**Q:** I have PBE energies and pressures for germanium at twelve volumes, and I want to take the relaxed cell for work on its electronic properties. The curve looks clean to me. Can I trust that cell?

Ansatz 0.2.0, scalar-relativistic PBE with plane waves and PAW, no spin polarization: germanium in the diamond structure, two-atom cell, 420 eV cutoff, 14×14×14 k mesh, Gaussian smearing of 0.1 eV. Energies are taken at zero smearing, relative to the standard crystal of germanium in the same functional; pressure is positive in compression.

| volume (Å³/atom) | shortest distance (Å) | energy over elements (eV/atom) | pressure (GPa) |
| --- | --- | --- | --- |
| 20.124 | 2.356 | 0.150 | 15.350 |
| 21.033 | 2.391 | 0.078 | 10.270 |
| 21.750 | 2.417 | 0.040 | 6.980 |
| 22.467 | 2.444 | 0.015 | 4.240 |
| 22.639 | 2.450 | 0.011 | 3.650 |
| 23.184 | 2.469 | 0.001 | 1.940 |
| 23.901 | 2.495 | -0.003 | 0.010 |
| 24.618 | 2.519 | 0.001 | -1.610 |
| 24.930 | 2.530 | 0.004 | -2.220 |
| 25.150 | 2.537 | 0.008 | -2.630 |
| 25.335 | 2.544 | 0.011 | -2.960 |
| 26.291 | 2.575 | 0.033 | -4.430 |

**A:** As a mechanical curve it is sound. The pressure falls at every step and passes through zero at 23.901 Å³ per atom, the row of lowest energy. Pressures worked out from the energy differences agree with the printed ones to within 0.09 GPa in every interval. Yet in that relaxed cell the calculation finds no band gap, while real germanium is a semiconductor with a gap of roughly 0.7 eV.

**Q:** Does the gap vanish only there, or elsewhere in the series too?

**A:** It closes along the series, as the gaps printed after this text show. The three smallest cells have a clear gap. At 22.467 it is down to about 0.1 eV, the size of the smearing width. At 22.639 the bands are only 0.03 eV apart, well below that width, and the program already calls this cell a metal. In the next two cells the bands touch, and in the five largest they overlap, by up to 0.23 eV. These gaps are read on the sampled k points, so a crossing between those points could be missed, but the points Γ and L, which matter most here, are both sampled.

**Q:** Why does stretching the crystal close the gap at all?

**A:** Think of the bonds. The valence top consists of p orbitals that bind neighbouring atoms. At zero crystal momentum, the point called Γ, the lowest empty state consists of s orbitals with opposite sign on neighbouring atoms, so it is antibonding. When the atoms move apart, their orbitals overlap less, the antibonding level drops relative to the bonding one, and the gap between them shrinks.

Other empty states respond less, because they mix s and p character. One of them lies at the point L, on the zone boundary along a bond direction. Between 21.033 and 21.750, where L is the lowest empty state, the gap shrinks by about 0.03 eV for each percent of volume. The direct gap at Γ loses about 0.09 eV per percent, so Γ overtakes L as the crystal expands. In real germanium at ordinary pressure L is still the lowest, so PBE gets the order of the states wrong as well as the size of the gap.

**Q:** If the gap is closing, it should pass through zero at one volume. Why is it zero in two cells?

**A:** That is the most telling sign in these numbers. Two levels that merely cross are equal at a single volume. A gap that stays at zero over a range of volumes points to levels held together by symmetry.

Here the s-like level at Γ has dropped below the three p-like levels of the valence top and has taken two electrons from them. The three p-like levels have equal energy in the cubic crystal, and they are now only partly filled. The highest filled and the lowest empty state therefore belong to the same level, and the gap is exactly zero. Grey tin really has this inverted order. PBE has turned germanium into a lighter version of it.

The overlap in the five largest cells is a further step. It grows with volume at roughly the slow pace found for the state at L, so that state has most likely sunk below the p-like level as well.

**Q:** How deep is the inversion in the relaxed cell, if the printed gap is just zero?

**A:** It can be estimated by following the direct gap beyond the point where it closes. Let $\Delta$ be the energy of the s-like level minus that of the p-like level at Γ, and $V$ the volume per atom. Over a modest range $\Delta$ changes nearly in proportion to the logarithm of the volume. The rows 22.467 and 22.639 set the slope, $-0.0914$ eV per percent, and the relaxed cell plays no part in it. On the logarithmic scale that cell lies $100\ln(23.901/22.639)=5.42$ percent further out, so

$$\Delta \approx 0.03\ \text{eV} - 0.0914\times 5.42\ \text{eV} \approx -0.47\ \text{eV}.$$

The s-like level thus lies about half an electronvolt too low even to be an empty state. The estimate places the crossing just beyond 22.639, and the next row does have touching bands. That supports the sign of $\Delta$; its size in the relaxed cell remains an extrapolation. Between the two smallest cells the slope was slightly steeper, 0.097 eV per percent, so the true inversion may be a little shallower than the straight line suggests.

**Q:** Then the cause seems simple. PBE makes the cell too large, and the large cell closes the gap. Can I just use the right cell?

**A:** The cell is part of the trouble, and the row at 22.639 lets you separate the parts, because it lies close to the volume of real germanium. The relaxed PBE cell is 5.6 percent larger in volume. Look first at the stiffness. The bulk modulus, taken from neighbouring pressures, is about 59 GPa in the relaxed cell and about 73 GPa near 22.639, while real germanium has roughly 75 GPa. Most of the softness therefore comes from the stretched bonds and disappears at the right volume.

The gap behaves differently. At 22.639 the direct gap is still only 0.03 eV, against roughly 0.9 eV in the real crystal. The right cell removes the inversion of about half an electronvolt, but leaves a larger error behind. That remaining error belongs to the electronic levels themselves.

**Q:** Could I compress the cell further until the gap comes out right?

**A:** You can match one gap and still miss the other. The direct gap reaches its real size somewhere between the first two rows, at pressures of 10 to 15 GPa. The smallest gap, which decides how many carriers heat creates, never gets there. Its largest value in the series is 0.41 eV, at 21.033. In the smallest cell a different empty state, near the point X, has become the lowest and holds the gap at 0.39 eV. Compression moves the empty states by different amounts, so it cannot stand in for a correction of the functional. Besides, real germanium gives up the diamond structure at roughly 10 GPa, so the smallest cell describes a crystal that is no longer the stable one.

**Q:** Before you blame the functional, is anything else left out that could restore the gap?

**A:** Spin-orbit coupling is left out, but it acts in the wrong direction. In germanium it raises the valence top by roughly 0.1 eV, which is more than the 0.03 eV left at 22.639. With it, the bands would already touch in that cell. In the inverted cells it would not open a gap either, because cubic symmetry still keeps a partly filled level together at Γ.

**Q:** So why does PBE place the empty states so low?

**A:** The band energies of such a calculation come from one effective potential, built to give the density and energy of the electrons that are present. A real gap is the difference between the cost of removing an electron and the gain from adding one. When an electron is added across the gap, the exact potential jumps by a constant. PBE, which depends smoothly on the density and its gradient, has no such jump, and its band gaps come out too small. In a material with a wide gap this leaves a gap that is too small; in germanium the error is as large as the gap, so the kind of material changes.

**Q:** And why did my energy curve give no warning?

**A:** Because the energy depends on all the valence electrons, and the levels change places only in a small region around Γ. Few electrons are affected, and the bonds hardly notice. The energy is also a weak judge of the volume: the cell at 22.639 lies only 14 meV per atom above the minimum. If the error in the energy changes steadily by only about twice that amount between the two cells, the minimum moves from one to the other, and this shift changes the direct gap by about half an electronvolt.

**Q:** What should I do with these results, then?

**A:** Use the curve for what it describes, the response to pressure, and allow for a cell that is too large and, when relaxed, too soft. Do not take conductivity, optical absorption or carrier numbers from any of these twelve cells, since none has the right gap. For those properties, take a cell of the real size and a method that treats the energies of added and removed electrons better, such as a hybrid functional or a quasiparticle calculation, and include spin-orbit coupling, since 0.1 eV matters in a gap this small. If you meet a similar case, compare the gap with the smearing width, and check whether the signed distance from the highest filled to the lowest empty band stays at zero when you change the volume. A gap printed simply as zero is not enough, since it can also hide an overlap. A smooth energy curve will not do either job for you.

Output of the analysis:

```
Gap and its change from the row above:
     row    gap_eV  eV_per_percent_volume
  20.124    0.3859                    n/a
  21.033    0.4142               0.006408
   21.75    0.3054               -0.03246
  22.467   0.09912                -0.0636
  22.639   0.02945               -0.09135
  23.184         0               -0.01238
  23.901         0                      0
  24.618  -0.05923               -0.02004
   24.93  -0.09264               -0.02652
   25.15   -0.1156               -0.02617
  25.335   -0.1344               -0.02562
  26.291    -0.226               -0.02472
Largest mismatch of pressure from energy differences and mean printed pressure, GPa: 0.08777
Volume excess of the zero-pressure cell over the database cell, percent: 5.574
Bond length excess of the zero-pressure cell, percent: 1.837
Energy of the database cell above the minimum, meV per atom: 13.61
Bulk modulus at the zero-pressure cell from neighbouring rows, GPa: 59.17
Bulk modulus at the database cell from neighbouring rows, GPa: 72.62
Largest gap of all rows, eV: 0.4142
Shortfall of that largest gap against the recalled indirect gap, eV: 0.2858
Direct gap at 20.124, eV: 1.149
Direct gap at 21.033, eV: 0.7184
Direct gap change from 20.124 to 21.033, eV per percent volume: -0.09747
Direct gap change from 22.467 to 22.639, eV per percent volume: -0.09135
Estimated shift of the direct gap from database cell to zero-pressure cell, eV: -0.4955
Estimated s minus p level at Gamma in the zero-pressure cell, eV: -0.4661
Direct gap missing at the database cell against the recalled one, eV: 0.8706
The same with the recalled spin-orbit rise added, eV: 0.9706
```
